# The King–Rouvray graph model of deltahedral bonding

## Statement

The model (King and Rouvray, 1977) counts the skeletal bonding orbitals of a closed cluster with triangular faces only (a deltahedron) from the spectra of graphs. Each of the $n$ vertices supplies three internal orbitals, one radial and two tangential.

1. **Core.** If the $n$ radial orbitals interact equally in all pairs, as the complete graph $K_n$, the Hückel numbers are $x=n-1$ once and $x=-1$ with multiplicity $n-1$. There is one bonding orbital, the $n$-centre core bond.
2. **Surface.** The $2n$ tangential orbitals, paired along a closed path through all vertices, give $n$ bonding and $n$ antibonding orbitals.
3. **Count.** The $n+1$ bonding orbitals hold $2n+2$ skeletal electrons, the closo count of Wade (1971).
4. **Octahedron.** If the trans interaction of radial orbitals is $t$ times the cis interaction, the core spectrum is $4+t$ ($a_{1g}$), $-t$ ($t_{1u}$, threefold) and $t-2$ ($e_g$, twofold). Exactly one number is positive for $0\le t\le 2$, and all others are strictly negative for $0<t<2$.
5. **Tetrahedron.** Result 3 does not apply. One core bond and four surface bonds cannot form a closed shell in $T_d$. Three orbitals per vertex match the three edges at each vertex, six two-centre edge bonds form, and the count is 12, as in Ir$_4$(CO)$_{12}$.

## Premises and conventions

**P1, partition.** The valence orbitals of a vertex divide into external ones (bonds to ligands, lone pairs) and three internal ones. External orbitals are doubly occupied and take no part in skeletal bonding. A boron or carbon vertex has one external orbital, and a transition-metal vertex with nine valence orbitals has six. The internal set consists of one radial orbital $r_i$, pointing at the centre, and two tangential orbitals, perpendicular to the radius. King and Rouvray call them the unique and the twin internal orbitals.

**P2, Hückel form.** Within a set of equivalent orbitals $H=\alpha I+\beta A$, where $\beta<0$ and $A$ is the real symmetric, possibly weighted, adjacency matrix of the graph of interactions. An eigenvalue $x$ of $A$ gives $E=\alpha+x\beta$. Positive $x$ is bonding and negative $x$ antibonding. Energies are in eV and $x$ is dimensionless.

Overlap does not alter the classification if it follows the same graph. With $S=I+sA$, an eigenvector of $A$ solves $Hc=ESc$, and
$$E=\frac{\alpha+x\beta}{1+xs},\qquad E-\alpha=\frac{x(\beta-s\alpha)}{1+xs}.$$
The denominator is positive because $S$ is positive definite, so $E-\alpha$ has the sign of $-x$ whenever $\beta-s\alpha<0$.

**P3, topology.** If the number of edges at every vertex equals the number of internal orbitals, one hybrid is directed along each edge (edge localisation). If there are more edges than orbitals, radial and tangential orbitals are treated separately, the radial ones as $K_n$ and the tangential ones in pairs.

**P4, filling.** A stable cluster has every bonding orbital doubly occupied and every antibonding orbital empty. One reference energy separates bonding from antibonding levels in the core and surface sets alike.

## Core: the spectrum of $K_n$

Every off-diagonal element of the adjacency matrix is 1 and every diagonal element 0, so $A=J-I$, where $J$ is the $n\times n$ matrix of ones. Let $\mathbf 1$ be the column of ones. Then $J=\mathbf 1\mathbf 1^{\mathsf T}$, and $Jv=(\sum_i v_i)\,\mathbf 1$ for any $v$. Hence $J\mathbf 1=n\mathbf 1$, and $Jv=0$ on the $(n-1)$-dimensional space of vectors with $\sum_i v_i=0$. These two spaces exhaust the $n$ dimensions. Subtracting $I$ lowers each eigenvalue by one:
$$\det(xI-A)=(x-n+1)(x+1)^{n-1}.$$
The eigenvalues sum to $(n-1)-(n-1)=0=\operatorname{tr}A$, as they must. The bonding orbital $n^{-1/2}\sum_i r_i$ has energy $\alpha+(n-1)\beta$ and is totally symmetric in any point group. This proves result 1.

## Octahedron with trans/cis ratio $t$

Each vertex has four cis neighbours and one trans partner. Let $T$ be the permutation matrix that exchanges trans partners, which is the inversion acting on the radial orbitals. Every pair of distinct vertices is cis or trans, so $A_{\rm cis}=J-I-T$ and
$$A(t)=A_{\rm cis}+tT=J-I-(1-t)T .$$
Since $T\mathbf 1=\mathbf 1$, we have $TJ=JT=J$, and $J$ and $T$ can be diagonalised together. $T$ has eigenvalue $+1$ on the three sums and $-1$ on the three differences of trans partners.

- The vector $\mathbf 1$ has $J=6$, $T=1$, so $x=6-1-(1-t)=4+t$. It is $a_{1g}$.
- The three differences have zero sum, $J=0$, $T=-1$, so $x=-1+(1-t)=-t$. They transform as $x,y,z$, which is $t_{1u}$.
- The two even vectors orthogonal to $\mathbf 1$ have $J=0$, $T=1$, so $x=-1-(1-t)=t-2$. They are $e_g$.

The trace is $4+t-3t+2(t-2)=0$. At $t=1$ the spectrum is that of $K_6$, namely 5 and five times $-1$. At $t=0$ it is that of the octahedral edge graph, $4$, $0$ (threefold) and $-2$ (twofold). The single core bond of the octahedron therefore does not depend on equal interactions. It holds over the whole physical range $0\le t\le1$, and any positive $t$ makes $t_{1u}$ antibonding.

The ratio can be read from computed orbital energies. Octahedral surface orbitals contain neither $a_{1g}$ nor $e_g$ (next section), so these two core levels are unmixed. Their difference gives $\beta=[E(a_{1g})-E(e_g)]/6$. For a given $\alpha$ the ratio $\rho=[E(e_g)-\alpha]/[E(a_{1g})-\alpha]=(t-2)/(t+4)$ inverts to $t=(2+4\rho)/(1-\rho)$.

## Surface orbitals

**The pairing construction.** Take a Hamiltonian circuit, a closed path of $n$ edges through every vertex once. At each vertex two circuit edges meet, and one tangential orbital is assigned to each. Every circuit edge then carries two orbitals coupled by a resonance integral $\beta_s<0$. The graph is $n$ disjoint copies of $K_2$, and the formula for $K_n$ at $n=2$ gives $x=+1$ and $x=-1$ for each copy. This is result 2. If the couplings left out form a symmetric matrix whose largest eigenvalue in modulus is below $|\beta_s|$, no level can move by $|\beta_s|$ (Weyl's inequality), and the division into $n$ and $n$ survives.

A single circuit has lower symmetry than the polyhedron, and the omitted couplings need not be small, so the construction is a counting device. For the octahedron the count can be proved in full symmetry.

**Octahedron in full symmetry.** Place the vertices on $\pm x,\pm y,\pm z$ and take as tangential orbitals the two p functions perpendicular to the radius, for example $p_y$ and $p_z$ at $\pm x$, with lobes positive along the positive axes. For two centres joined by the unit vector $d$ the two-centre element is $\langle p_a|H|p_b\rangle=d_ad_bV_\sigma+(\delta_{ab}-d_ad_b)V_\pi$, with $V_\sigma>0$ and $V_\pi<0$ in this phase convention. For the pair $+x,+y$, $d=(-1,1,0)/\sqrt2$. Then $p_y(+x)$ and $p_x(+y)$ couple by $u=-(V_\sigma-V_\pi)/2<0$, $p_z(+x)$ and $p_z(+y)$ couple by $v=V_\pi<0$, and $p_z(+x)$ and $p_x(+y)$ do not couple. The element of the first kind is $+u$ for the pairs $(+x,+y)$ and $(-x,-y)$ and $-u$ for $(+x,-y)$ and $(-x,+y)$, following the sign of $d_xd_y$. Parallel orbitals on trans vertices couple by a π element $\tau\le0$. Acting with $H-\alpha$ on one member of each symmetry set gives:

| set | representative | $E-\alpha$ |
|---|---|---|
| $t_{2g}$ | $p_y(+x)-p_y(-x)+p_x(+y)-p_x(-y)$ | $2u-\tau$ |
| $t_{1g}$ | $p_y(+x)-p_y(-x)-p_x(+y)+p_x(-y)$ | $-2u-\tau$ |
| $t_{1u}$ | $p_y(+x)+p_y(-x)+p_y(+z)+p_y(-z)$ | $2v+\tau$ |
| $t_{2u}$ | $p_y(+x)+p_y(-x)-p_y(+z)-p_y(-z)$ | $-2v+\tau$ |

In the gerade rows the $v$ terms cancel, because $p_y(+x)$ and $p_y(-x)$ enter with opposite signs and couple equally to $p_y(\pm z)$. In the ungerade rows the $u$ terms cancel, because $p_y(+x)$ and $p_y(-x)$ enter with equal signs and couple oppositely to $p_x(\pm y)$. The four triplets account for all twelve orbitals. For $|\tau|<2|u|$ and $|\tau|<2|v|$, $t_{2g}$ and $t_{1u}$ are bonding and the other two antibonding, which gives six bonding orbitals, $n=6$.

## Core–surface mixing and the count

Radial and tangential orbitals of the same symmetry mix. The count is protected by a lemma.

**Lemma.** Let $M=\begin{pmatrix}P&W\\W^{\mathsf T}&-N\end{pmatrix}$ with $P$ and $N$ positive definite. For any $W$, $M$ has as many positive eigenvalues as $P$ has rows and as many negative ones as $N$ has rows.

*Proof.* With $L=\begin{pmatrix}I&0\\-W^{\mathsf T}P^{-1}&I\end{pmatrix}$, multiplication gives $LML^{\mathsf T}=\operatorname{diag}(P,\,-N-W^{\mathsf T}P^{-1}W)$. The second block is negative definite. $L$ is invertible, so by Sylvester's law of inertia $M$ has the same numbers of positive and negative eigenvalues.

Coupling between a bonding and an antibonding orbital thus never changes the count. In the octahedron the only symmetry common to core and surface is $t_{1u}$, antibonding in the core ($x=-t$) and bonding on the surface, so the lemma covers all mixing. At $t=0$ the $2\times2$ block has determinant $-W^2<0$, and the mixing itself makes the core triplet antibonding. The bonding orbitals are $a_{1g}+t_{1u}+t_{2g}$, seven in number. In general the core supplies one and the surface $n$, and P4 gives $2(n+1)=2n+2$ electrons, which is result 3.

In B$_6$H$_6^{2-}$ each BH unit keeps two of boron's three electrons for the skeleton, and $6\times2+2=14$. A metal cluster has twelve external electrons per vertex, so the total is $14n+2$. Octahedral Ir$_6$(CO)$_{16}$ has $6\times9+16\times2=86$ valence electrons, and $86-72=14$ are skeletal.

## The tetrahedron: edge localisation

**Count.** Ir$_4$(CO)$_{12}$ has $T_d$ symmetry with three terminal CO ligands on each metal, and $4\times9+12\times2=60$ valence electrons. An Ir(CO)$_3$ vertex has $9+6=15$, of which twelve fill three Ir–C σ bonds and three d-type lone pairs, and 3 remain. The skeleton has 12 electrons, whereas $2n+2=10$.

**Symmetry.** On the classes $E,\,8C_3,\,3C_2,\,6S_4,\,6\sigma_d$ only unmoved vertices contribute to a character. Their numbers are $4,1,0,0,2$, which is the radial character and reduces to $A_1+T_2$. A tangential pair contributes $2$, $2\cos120^\circ=-1$ and $1-1=0$ under $E$, $C_3$ and $\sigma_d$, so the tangential character is $8,-1,0,0,0$, which reduces to $E+T_1+T_2$. Sums of the dimensions 2, 3 and 3 give 2, 3, 5, 6 or 8 and never 4. Four surface bonds are therefore impossible in a closed shell. With the core bond filled, the nearest closed-shell counts are 8 ($a_1+t_2$, as in B$_4$Cl$_4$) and 12 ($a_1+t_2+e$). The six edge bonds have character $6,0,2,0,2$, which is $A_1+E+T_2$, and the six edge antibonds span the remainder, $T_1+T_2$.

**Edge-hybrid Hamiltonian.** At vertex $i$ let $t_{ij}$ be the normalised tangential orbital along the projection of edge $ij$. The three projections are $120^\circ$ apart, so $\langle t_{ij}|t_{ik}\rangle=-\tfrac12$. The hybrids
$$h_{ij}=\sqrt{\tfrac13}\,r_i+\sqrt{\tfrac23}\,t_{ij}$$
are normalised, and orthogonal because $\tfrac13+\tfrac23(-\tfrac12)=0$. If the fragment energies are $\alpha_r$ and $\alpha_t$, with $\Delta=\alpha_r-\alpha_t$, each hybrid has energy $\alpha=(\alpha_r+2\alpha_t)/3$, and two hybrids on one atom couple by $\alpha_r/3-\alpha_t/3=\Delta/3$. Between atoms keep first only the element $\beta_e<0$ between $h_{ij}$ and $h_{ji}$. Then $H=\alpha I+\beta_eM$ with
$$M=bB+wK,\qquad w=\frac{\Delta}{3\beta_e},$$
where $B$ exchanges $h_{ij}$ and $h_{ji}$, $K$ is the adjacency matrix of a triangle $K_3$ on each atom, and $b=1$ is kept as a bookkeeping weight. $B$ is $+1$ on edge bonds and $-1$ on antibonds. $K$ is $2$ on radial and $-1$ on tangential orbitals, by the $K_n$ formula at $n=3$.

**Spectrum.** $A_1$, $E$ and $T_1$ occur once each, so they are eigenvectors of both $B$ and $K$. $A_1$ is radial and edge-bonding, $E$ tangential and edge-bonding, $T_1$ tangential and edge-antibonding:
$$x(a_1)=b+2w,\qquad x(e)=b-w,\qquad x(t_1)=-b-w.$$
$T_2$ occurs twice and needs a $2\times2$ block. Since $r_i=\sum_jh_{ij}/\sqrt3$, only one of the nine products in $\langle r_i|B|r_j\rangle$ survives, and the element is $\tfrac13$ for every pair. The radial orbitals thus interact as $K_4$ with strength $\beta_e/3$, and the eigenvalues $3$ and $-1$ become $1$ ($a_1$) and $-\tfrac13$ ($t_2$). Within the block $B$ has eigenvalues $+1$ and $-1$, one for the bonds and one for the antibonds. Zero trace fixes the tangential diagonal element at $+\tfrac13$, and $B^2=I$ fixes the squared off-diagonal element at $1-\tfrac19=\tfrac89$. In the basis (radial, tangential)
$$M(t_2)=\begin{pmatrix}2w-b/3&\sqrt8\,b/3\\ \sqrt8\,b/3&-w+b/3\end{pmatrix}.$$
The trace is $w$ and the determinant is $-2w^2+wb-b^2$, so
$$x_\pm=\tfrac12(w\pm\sigma),\qquad \sigma^2=9w^2-4wb+4b^2=(2b-w)^2+8w^2 .$$
In the language of the core–surface model the tetrahedron has one core bond, but its surface block ($e$: $+1$, $t_2$: $+\tfrac13$, $t_1$: $-1$) has five bonding orbitals, $n+1$. The total is $n+2=6$.

**Gap.** Set $b=1$ and let $f(x)=x^2-wx-2w^2+w-1$ be the characteristic polynomial of the block. Then $f(1)=-2w^2\le0$, so $x_+\ge1$. Also $f(-1-w)=4w$ and $f(1-w)=-2w$. For $w<0$ the first shows that $t_1$ lies above $x_-$, and $a_1$ has the smallest $x$ among $a_1,e,x_+$. The twelve-electron gap is then $x(a_1)-x(t_1)=2+3w$, or $2|\beta_e|-\Delta$ in energy, and it stays open for $\Delta<2|\beta_e|$. For $w>0$, $e$ lies between the roots and $t_1$ below both, so the gap $1-w-x_-$ never closes.

**Degree of localisation.** With $a_1,e,t_2$ filled, the sum over electrons is $X=2[(b+2w)+2(b-w)+3x_+]=6b+6x_+$, against $12b$ for six isolated bonds. The delocalisation energy is $6(x_+-1)|\beta_e|$. The edge bond order $p_e=2\sum_{\rm occ}c_{ij}c_{ji}$ equals 1 for an isolated bond. By the Hellmann–Feynman theorem $\partial X/\partial b=12p_e$, since $B$ has twelve unit elements. From $\partial x_+/\partial b=(2b-w)/\sigma$,
$$p_e=\tfrac12\Big[1+\frac{2b-w}{\sigma}\Big]=1-\tfrac12w^2+O(w^3)\quad(b=1).$$

**Non-collinear couplings.** Each hybrid has eight further partners on other atoms. Giving all of them a common weight $c$ adds $c(J-I-B-K)$ to $M$. This replaces $b$ by $1-c$ and $w$ by $w-c$, shifts all levels by $-c$, and adds $12c$ to $a_1$ alone. Thus $x(a_1)=1+2w+8c$, $x(e)=1-w-c$ and $x(t_1)=-1-w+c$, while $x_\pm+c$ and $p_e$ follow from the formulas above with the replaced $b$ and $w$. The reference sum for isolated bonds stays 12.

## Range of validity

**The model counts and does not predict energies.** It has no electron repulsion or charge self-consistency, and its parameters are external inputs.

**Equal radial interactions are an idealisation** that is harmless for the octahedron and decisive for large cages. For the icosahedron let $A_1,A_2,A_3$ join nearest, second and antipodal vertices, with weights $1,m,p$. The cosines between vertex directions are $1/\sqrt5$, $-1/\sqrt5$ and $-1$, so their Gram matrix is $G=I-A_3+(A_1-A_2)/\sqrt5$, and $A_1+A_2=J-I-A_3$. $G$ has rank 3 and trace 12, its three non-zero eigenvalues are equal to 4 by symmetry, and their eigenvectors are odd under inversion. On the six odd vectors $A_3=-1$, $A_2=-A_1$ and $G=2+2A_1/\sqrt5$, so $A_1=\pm\sqrt5$. On the six even vectors $G=0$ gives $A_1=A_2=(J-2I)/2$, equal to 5 once and $-1$ five times. The spectrum is $5+5m+p$, $\sqrt5(1-m)-p$ ($t_{1u}$), $-1-m+p$ ($h_g$) and $-\sqrt5(1-m)-p$ ($t_{2u}$). The $t_{1u}$ set is antibonding only if $p>\sqrt5(1-m)$, and with nearest neighbours alone there are four bonding core orbitals. The count $2n+2$ then requires that mixing with the surface $t_{1u}$ set pushes one triplet above the reference, which the lemma does not guarantee, since both partners start as bonding.

**The surface count $n$** was proved here for the octahedron. For other cages it is a premise. It fails by symmetry in the tetrahedron, and B$_8$Cl$_8$ and B$_9$Cl$_9$ are deltahedral with $2n$ skeletal electrons. The rule is intended for deltahedra with $n\ge6$ and no vertex of degree 3.

**P1** fails when a metal vertex uses more or fewer than three internal orbitals, as is common for early transition metals and for gold.

## Numerical illustration: Ir$_4$(CO)$_{12}$

In a pyramidal M(CO)$_3$ fragment the radial $a_1$ hybrid lies above the tangential $e$ pair, so $\Delta>0$ and $w<0$. Take the illustrative inputs $\beta_e=-2.0$ eV and $\Delta=1.2$ eV, so that $w=-0.20$. They were chosen to give a gap near 3 eV, the size typical of a yellow closed-shell carbonyl cluster, and the gap is therefore no test of the model. The first pair of columns has $c=0$ and $\sigma=\sqrt{5.16}=2.272$. The second has an assumed $c=0.10$, so $b\to0.90$, $w\to-0.30$ and $\sigma=\sqrt{5.13}=2.265$.

| level | $x$, $c=0$ | $E-\alpha$ / eV | $x$, $c=0.10$ | $E-\alpha$ / eV |
|---|---|---|---|---|
| $a_1$ | $0.600$ | $-1.20$ | $1.400$ | $-2.80$ |
| $e$ | $1.200$ | $-2.40$ | $1.100$ | $-2.20$ |
| $t_2$ | $1.036$ | $-2.07$ | $0.882$ | $-1.76$ |
| $t_1$ | $-0.800$ | $1.60$ | $-0.700$ | $1.40$ |
| $t_2^*$ | $-1.236$ | $2.47$ | $-1.382$ | $2.76$ |

For $c=0$ the model's gap at twelve electrons is $2.8$ eV, $X=12.215$, the delocalisation energy is $0.43$ eV or $1.8$ per cent of the localised sum, and $p_e=0.984$. For $c=0.10$ the gap is $3.2$ eV, $X=12.495$, the delocalisation energy is $0.99$ eV or $4.1$ per cent, and $p_e=0.964$.

The comparison separates what is firm from what is not. A non-collinear coupling of one tenth of $\beta_e$ moves $a_1$ by $-1.6$ eV, from the top to the bottom of the occupied set, and more than doubles the delocalisation energy. The 5d spin–orbit constant of iridium, approximately 0.4 to 0.5 eV, is also omitted and is as large as that energy. The order of the occupied levels is therefore undetermined, and the delocalisation is known only as a few per cent. The twelve d-type lone pairs, left out by P1, may lie among these levels in the real molecule. The division into six bonding and six antibonding orbitals is the same in both cases. A ten-electron skeleton would have the core orbital empty, only $0.87$ eV above $t_2$, at $c=0$, and an open $t_2^4$ shell at $c=0.10$, and neither is the pattern of one core and $n$ surface bonds. With twelve electrons the model's edge bond order is $0.96$ to $0.98$, close to the value 1 of six isolated Ir–Ir bonds.